# The large-$J$ edge of the algebraic sextic spectrum

## One parameter

A ring-puckering coordinate $q$ with constant reduced mass $\mu$ moves, in our model, under

$$\mathcal H=-\frac{\hbar^2}{2\mu}\frac{d^2}{dq^2}+Aq^6-Bq^2 .$$

Put $q=\ell x$ and choose $\ell$ so that $A\ell^6=\hbar^2/2\mu\ell^2\equiv\epsilon$. In units of $\epsilon$,

$$H=-\frac{d^2}{dx^2}+x^6-a\,x^2,\qquad a=3g .$$

The coefficient of $-d^2/dx^2$ is 1 throughout, and the zero of $E$ is the barrier top. The minima lie at $x_0^4=g$, with depth $2g^{3/2}$. With $x=g^{1/4}s$,

$$g^{-3/2}H=-\eta^2\frac{d^2}{ds^2}+W(s),\qquad W=s^6-3s^2,\qquad \eta=\frac1g .$$

So $1/g$ plays the part of $\hbar$, and every level has the form $E=g^{3/2}f(\eta)$. With barrier height $V_b$, minimum position $q_0$ and $K=\hbar^2/2\mu q_0^2$, we get $V_b=2g^2K$ and $\epsilon=K\sqrt g$. Mass, barrier and geometry set $g$ only through $g^2=\mu V_bq_0^2/\hbar^2$.

## The algebraic sector

Act on $\phi_n=x^{2n}e^{-x^4/4}$ with $a=4J-1$:

$$H\phi_n=-2n(2n-1)\,\phi_{n-1}-4(J-1-n)\,\phi_{n+1}.$$

For positive integer $J$ the chain closes at $n=J-1$. The $J\times J$ block has zero diagonal. Rescaling the basis makes it symmetric, with off-diagonal elements of magnitude

$$b_n=\sqrt{8n(2n-1)(J-n)},\qquad n=1,\dots,J-1 .$$

Its characteristic polynomial is the $J$-th of the polynomials of Bender and Dunne (1996). The eigenvalues are the $J$ lowest even levels, with node numbers $N=0,2,\dots,2J-2$. Changing the sign of every second basis vector reverses the sign of the block, so the algebraic spectrum is symmetric under $E\to-E$. In coordinate space this is $x\to ix$, which sends $H$ to $-H$ and leaves $e^{-x^4/4}$ alone.

**Question.** If $H\to-H$, why is the whole spectrum not symmetric?

The rotation must also respect the boundary condition. A polynomial times $e^{-x^4/4}$ decays along both axes. Any other bound state grows like $e^{+x^4/4}$ along the imaginary axis, so its rotated copy is not normalisable.

One bound is immediate. No level lies below the well bottom, and the symmetry carries this to the top, so $|E|<2g^{3/2}$ for every $J$, with $g=(4J-1)/3$.

## Leading order, twice

As $J\to\infty$, $2g^{3/2}\to\frac{16}{3\sqrt3}J^{3/2}=3.079\,J^{3/2}$. The matrix gives the same edge without any mention of a well. With $n=Jt$, $b\approx4J^{3/2}t\sqrt{1-t}$ varies slowly along the chain, which locally carries a band $|E|\le2b$. The maximum is at $t=2/3$, where $2b=\frac{16}{3\sqrt3}J^{3/2}$. Since $b(t)$ runs continuously from zero to this maximum, the levels of $E/J^{3/2}$ fill the whole interval. The lowest level sits at the well bottom to this order only, and the zero-point energy is the first correction.

## The lowest levels: expansion about the minimum

Write $\psi=\exp(-\eta^{-1}\!\int u\,ds)$ and $\varepsilon=E/g^{3/2}$, so that $u^2-\eta u'=W-\varepsilon$. Expand $u=\sum\eta^ku_k$ and $\varepsilon=-2+\sum\eta^ke_k$. Because $W+2=(s^2-1)^2(s^2+2)$, we have $u_0=(s^2-1)\sqrt{s^2+2}$. Each $u_k$ must be regular at $s=1$, where $u_0$ vanishes, and that fixes the energy:

- $e_1=u_0'(1)=2\sqrt3$, and $u_1=(u_0'-e_1)/2u_0$ has $u_1(1)=5/6$, $u_1'(1)=-5/18$;
- $e_2=u_1'(1)-u_1(1)^2=-35/36$, and $u_2=(u_1'-u_1^2-e_2)/2u_0$;
- $e_3=u_2'(1)-2u_1(1)u_2(1)=-10/(27\sqrt3)$.

Therefore

$$E_{\min}\simeq-2g^{3/2}+2\sqrt3\,g^{1/2}-\frac{35}{36}g^{-1/2}-\frac{10}{27\sqrt3}g^{-3/2}+\dots$$

For the $n$-th level of one well, with $\nu=n+\tfrac12$ and $y=x-x_0$, the potential is $-2g^{3/2}+12g\,y^2+20g^{3/4}y^3+15g^{1/2}y^4+\dots$ The harmonic spacing is $\Omega=4\sqrt{3g}$, and $y$ equals $\Omega^{-1/2}$ times the sum of the ladder operators. The quartic term in first order gives $\frac5{16}(6\nu^2+\frac32)g^{-1/2}$ and the cubic term in second order gives $-\frac{25}{144}(30\nu^2+\frac72)g^{-1/2}$. Together,

$$E_n\simeq-2g^{3/2}+4\sqrt3\,\nu\,g^{1/2}-\Big(\frac{10}3\nu^2+\frac5{36}\Big)g^{-1/2}.$$

At $\nu=\tfrac12$ this returns $-35/36$.

## The highest level: WKB far above the barrier

The top algebraic level has $N=2J-2$ nodes and two real turning points. Leading WKB demands $S(E)=\int\sqrt{E-V}\,dx=(N+\tfrac12)\pi=(2J-\tfrac32)\pi$. At $\varepsilon=2$ the integrand factorises, $2-W=(s^2+1)^2(2-s^2)$, and

$$S=g\int_{-\sqrt2}^{\sqrt2}(s^2+1)\sqrt{2-s^2}\,ds=\frac{3\pi g}2=\Big(2J-\frac12\Big)\pi .$$

This exceeds the required action by exactly $\pi$. The slope is

$$\frac{dS}{dE}=\frac{g^{-1/2}}2\int_{-\sqrt2}^{\sqrt2}\frac{ds}{(s^2+1)\sqrt{2-s^2}}=\frac{\pi}{2\sqrt{3g}},$$

so $E_{\max}\simeq2g^{3/2}-2\sqrt3\,g^{1/2}$. The second term is minus the zero-point energy of a well that this state passes far above.

**Question.** Is that an accident of the first two terms?

No. For $0<E<2g^{3/2}$ there are six turning points: two real ones, and a pair on each half of the imaginary axis. Write $S$ as half a contour integral round the real pair and inflate the contour. At infinity $\sqrt{V-E}=x^3-a/2x+\dots$, and the $1/x$ term contributes $\pi a/2$. Each imaginary pair is, under $x\to ix$, the pair of turning points of one real well at energy $-E$. With $\mathcal A$ the action across one well,

$$S(E)+2\mathcal A(-E)=\frac{3\pi g}{2}.$$

The WKB term of order $\eta^k$ falls off as $x^{3-4k}$, so the corrections with $k\ge2$ have no residue at infinity. The identity therefore holds with $S$ and $\mathcal A$ both replaced by their all-orders series. Insert $S=(N+\tfrac12)\pi$ with $N=2J-2-2n$. Then $\mathcal A(-E)=(n+\tfrac12)\pi$, the quantisation condition of a single well. Solved near the bottom in powers of $1/g$, that condition generates the perturbation series about the minimum. Hence, term by term, the WKB series of the highest algebraic level is minus the harmonic perturbation series of the lowest. The semiclassical analysis of this model is due to Bender, Dunne and Moshe (1997). Re-expanded in $J$,

$$E_{\max}\simeq\frac{16}{3\sqrt3}J^{3/2}\left[1-\frac{3(1+2\sqrt3)}{8J}+\frac{19+6\sqrt3}{64J^2}\right],$$

with coefficients $1.674$ and $0.459$.

**Question.** Where did the integer $J$ enter?

Only in the counting. The two conditions are compatible when $N+2n=(a-3)/2$. For $a=4J-1$ this is the even integer $2J-2$, and for $a=4J+1$ it is the odd integer $2J-1$, which pairs odd levels. When $(a-3)/2$ is not an integer the action identity survives, but $N$ and $n$ cannot both be integers, and no level is mirrored.

## Regimes and crossovers

**Large $g$, at the edge.** The bare $J^{3/2}$ law converges slowly. Its first correction $1.674/J$ drops to 10% at $J\approx17$ and to 1% at $J\approx167$. The expansion in $g$ is the better organised one, as the table shows.

| $J$ | $g$ | $\frac{16}{3\sqrt3}J^{3/2}$ | four-term series in $g$ | exact $E_{\max}$ |
|---|---|---|---|---|
| 2 | 7/3 | 8.709 | 2.533 | 2.828 |
| 3 | 11/3 | 16.000 | 7.947 | 8.000 |
| 4 | 5 | 24.634 | 15.069 | 15.078 |
| 10 | 13 | 97.373 | 81.5285 | 81.5289 |

**Moving inward with $n$.** The spacing $E_{n+1}-E_n$ is reduced from $\Omega$ by the fraction $5(n+1)/(3\sqrt3\,g)=0.962\,(n+1)/g$. The harmonic picture needs $n\ll g$. The well ends at $\mathcal A(0)=3\pi g/8$, so it holds levels up to $\nu\approx3g/8=J/2-1/8$, in line with the symmetry, which puts half of the algebraic levels below the barrier top.

**The centre.** For small $|\varepsilon|$ the classical period diverges. Splitting the integral $d\mathcal A/dE$ into the part near the barrier and the rest gives the density of algebraic levels

$$\rho(E)\simeq\frac1{\pi\Omega}\ln\frac{24\sqrt3\,g^{3/2}}{|E|},$$

against $1/\Omega$ at the edge. This form fails for $|E|\lesssim\sqrt a$, the energy scale of the inverted parabola $-ax^2$, where the turning points merge. The logarithm is cut off at about $\ln g$, so the central spacing shrinks relative to the edge spacing only as $1/\ln J$.

**Small $g$.** At $J=1$, $g=1$, the block is the single number 0. The ground state $e^{-x^4/4}$ lies exactly at the barrier top. This is a sharp marker: for $g<1$ no level lies below the barrier. The leading departure follows from $dE_0/da=-\langle x^2\rangle$, with $\langle x^2\rangle=\sqrt2\,\Gamma(\tfrac34)/\Gamma(\tfrac14)=0.478$, so $E_0\approx-1.434\,(g-1)$. The line is the expectation value of $H$ in a fixed trial state, so it bounds $E_0$ from above for every $g$, down to the pure sextic oscillator at $g=0$.

**Question.** The lowest level is the even member of a tunnelling doublet. Neither series knows that. How large is the omission?

Let $\varphi(s)$ be the normalised state of the right-hand well. The Wronskian of the even and odd combinations gives the splitting $4\eta^2\varphi(0)\varphi'(0)$ in units of $g^{3/2}$, and $\eta\varphi'=-u\varphi$. Three pieces are needed: $\varphi(1)^2=(2\sqrt3/\pi\eta)^{1/2}$, the exponent $2\int_0^1|u_0|\,ds=\tfrac32\ln(2+\sqrt3)=1.975$, and $|u_0(0)|\exp(2\int_0^1u_1ds)=6\sqrt3$. Then

$$\Delta\simeq24\sqrt3\left(\frac{2\sqrt3}{\pi}\right)^{1/2}g\,(2+\sqrt3)^{-3g/2},$$

with a relative correction of order $1/g$, so one figure is all I will quote. The lowest level lies $\Delta/2$ below its series, and by the symmetry the highest lies $\Delta/2$ above its own. The shift equals the last power term kept, $10g^{-3/2}/27\sqrt3$, at $g\approx4.1$, between $J=3$ and $J=4$. At $J=3$ the series falls short by $0.053$ and the leading $\Delta/2$ is $0.06$. At $J=4$ the shortfall is $0.009$ and $\Delta/2$ is $0.006$. Around and below this crossover, further power terms cannot close the gap.

## The deep well, $J=10$

Here $g=13$ and the ten algebraic levels are

$$E=\pm4.931,\ \pm19.285,\ \pm37.618,\ \pm58.495,\ \pm81.529 .$$

The series for the lowest reads $-93.744+12.490-0.270-0.0046$. It leaves $0.0003$, which is a power-law remainder, since $\Delta\approx4\times10^{-9}$. The leading law, $97.373$, overshoots the edge by 19% and even exceeds the well depth, because $J>3g/4$. The bracket in $1/J$ repairs this to $81.52$. The three-term formula for $E_n$ gives $-58.393$ and $-37.111$ for $n=1,2$, so its error grows quickly with $n$. The first spacing is $23.034$ against the harmonic $24.980$, and the central one is $9.861$. The count $3g/8=4.875$ admits $n=0$ to $4$, five levels, as found. The innermost pair lies inside the barrier zone $\sqrt a=6.2$.

## Cyclopentene

In the puckering of cyclopentene one CH$_2$ group bends out of the plane of the other four carbon atoms, to either side. Typical inputs for a one-dimensional description are $\mu=155$ u, $q_0=0.134$ Å and $V_b=232$ cm$^{-1}$. With $\hbar^2/(2\,\mathrm{u}\,\text{Å}^2)=16.858$ cm$^{-1}$ they give $K=6.06$ cm$^{-1}$, $g=(V_b/2K)^{1/2}=4.38$ and $J=(3g+1)/4=3.5$.

**Question.** So the molecule is not at $J=10$, and not even at an integer?

Correct on both counts. Reaching $g=13$ requires $\mu V_bq_0^2$ to grow by a factor $8.8$. Two exactly solvable models can be placed beside the molecule, and all the numbers below are the models', not the molecule's.

*Model A, $J=10$*, keeps $\mu$ and $q_0$. Then $\ell=0.0706$ Å, $\epsilon=21.8$ cm$^{-1}$ and the barrier becomes $2.05\times10^3$ cm$^{-1}$. The algebraic levels span $\pm1.78\times10^3$ cm$^{-1}$ about the barrier top, where the leading law says $\pm2.13\times10^3$ cm$^{-1}$. The zero-point energy is $267$ cm$^{-1}$, the first spacing is $503$ cm$^{-1}$, and the tunnelling splitting is near $1\times10^{-7}$ cm$^{-1}$. The mirror statement is that the level with 18 nodes lies $267$ cm$^{-1}$ below twice the barrier height, measured from the well bottom.

*Model B, $J=4$*, keeps $\mu$ and was chosen to reproduce the typical barrier, at the price of stretching $q_0$ to $0.153$ Å so that $g=5$. Then $\epsilon=10.4$ cm$^{-1}$. The block gives $E^4-240E^2+2880=0$, with roots $\pm15.078$ and $\pm3.559$. Measured from the well bottom, the levels $N=0,2,4,6$ lie at $75.6$, $195.1$, $268.9$ and $388.4$ cm$^{-1}$. The intervals $0\to2$ and $4\to6$ are both $119.5$ cm$^{-1}$. The leading estimate of the ground splitting is $0.1$ cm$^{-1}$.

Weighed against typical knowledge of the molecule, not against a measurement, model A has a barrier about nine times too high and describes a far more rigid ring, while model B underestimates the ground splitting by roughly a factor of ten, the typical value being somewhat under 1 cm$^{-1}$.

**Question.** Why does a matched barrier not give the splitting?

The splitting is exponential in $g$. Each unit of $J$ costs a factor $(2+\sqrt3)^2=13.9$ in the exponential, so rounding $J$ from $3.5$ to $4$ matters. At $g=4.38$, where $\epsilon=12.7$ cm$^{-1}$, the leading formula gives the model $0.4$ cm$^{-1}$. The shape matters too. Puckering potentials are usually fitted with quartic and quadratic terms. In $s=q/q_0$ and units of $V_b$, measured from the minimum, the quartic well is $(1-s^2)^2$ and the sextic well is $(1-s^2)^2(1+s^2/2)$. The sextic barrier is higher everywhere between the top and the minimum, and its curvature at the minimum is $12V_b/q_0^2$ against $8V_b/q_0^2$. The model also drops the dependence of $\mu$ on $q$ and the coupling to the ring twist. The equality of the $0\to2$ and $4\to6$ intervals needs the pure $x^6$, $x^2$ form at integer $J$. An added $x^4$ term, or a shift of $J$ off an integer, breaks it.